QUESTION

I have separate rate constants for H₂ removing lattice oxygen from CuO and for O₂ uptake by the reduced surface. How do I combine them into the steady rate of H₂ + ½O₂ → H₂O, and can I simply set the two rates equal?

ANSWER

Setting them equal is wrong here. I show that attempt first, because it looks plausible.

Model (Mars and van Krevelen, 1954). θ is the filled fraction of surface lattice-oxygen sites. Both steps are irreversible, water inhibition is ignored, and rates are per site.
v_red = Aθ, A = k_red p_H₂, counts H₂ molecules; the rate is r = v_red.
v_ox = B(1−θ), B = k_ox p_O₂ⁿ, counts O₂ molecules.

Illustrative inputs at 500 K: k_red = 2.0×10⁻⁵ and k_ox = 4.0×10⁻⁵ Pa⁻¹ s⁻¹, n = 1, E_red = 55 and E_ox = 85 kJ/mol, p_H₂ = 2000 Pa, p_O₂ = 1000 Pa. Then A = 0.040 s⁻¹ and B = 0.040 s⁻¹.

Wrong attempt
(W1) B(1−θ) = Aθ
(W2) θ = B/(A+B) = 0.500
(W3) r = Aθ = 0.0200 s⁻¹ (wrong)

Symptom. At θ = 0.500 the surface takes up 0.0200 O₂, that is 0.0400 O atoms, per site per second, while water removes 0.0200. Hence dθ/dt = +0.0200 s⁻¹, which is no steady state. Also, for A ≫ B the attempt gives r → B, although B molecules of O₂ oxidise 2B molecules of H₂.

Faulty line. W1 equates O₂ molecules with H₂ molecules. Each O₂ fills two vacancies, so dθ/dt = 2B(1−θ) − Aθ.

Mended calculation. With b the O₂ demand per H₂ (b = ½), dθ/dt = 0 reads
B(1−θ) = bAθ
θ = B/(B+bA), r = AB/(B+bA)
1/r = 1/(k_red p_H₂) + b/(k_ox p_O₂ⁿ).
Since ∂ln r/∂ln A = 1 − bA/(B+bA) = θ and ∂ln r/∂ln B = 1 − θ, the order is θ in H₂ and n(1−θ) in O₂. For Arrhenius constants at fixed pressures,
E_app = RT² dln r/dT = θE_red + (1−θ)E_ox.
Here θ = 0.667 and r = 0.0267 s⁻¹, and the O₂ uptake of 0.0133 s⁻¹ is r/2, as required.

Size of the error. Using b′ in place of b gives
r′/r = (B+bA)/(B+b′A) = 1/[θ + (b′/b)(1−θ)],
with θ the correct coverage. Omission means b′ = 1; inversion (H₂ per O₂) means b′ = 2.

b used | θ = H₂ order | O₂ order | r (s⁻¹) | E_app (kJ/mol) | error in r
½ | 0.667 | 0.333 | 0.0267 | 65.0 | none
1 | 0.500 | 0.500 | 0.0200 | 70.0 | −25 %
2 | 0.333 | 0.667 | 0.0133 | 75.0 | −50 %

As θ → 0, r′/r tends to 1/2 and 1/4, though real CuO may reduce in bulk to Cu₂O or Cu there. In oxygen excess the slip hides: p_H₂ = 1000 Pa and p_O₂ = 20000 Pa give A = 0.020 s⁻¹, B = 0.80 s⁻¹, θ = 0.988, E_app = 55.4 kJ/mol, and errors of only −1.2 % and −3.6 %.

Three cautions. If k_ox counts O atoms inserted, the factor is 1 for H₂, so check its definition. If k_ox is fitted to steady rates, only b/k_ox enters: the fit survives and k_ox comes out too large by b′/b, a factor 2 or 4. Finally, the linear (1−θ) is an assumption. A two-vacancy law, 2B(1−θ)² = Aθ, with the same B gives θ = 0.500 in the first feed, a −25 % shift in r that coincides by accident with the omission error but conserves oxygen. The oxygen balance, not the rate, exposes the slip.

All numbers are the model's. E_red and k_ox/k_red were chosen to reproduce behaviour typical of CuO in oxygen excess (order near 1 in H₂, near 0 in O₂, E_app roughly 55 kJ/mol); E_ox and the absolute rates are assumed. The relative error depends only on A/B and b′/b at b = ½.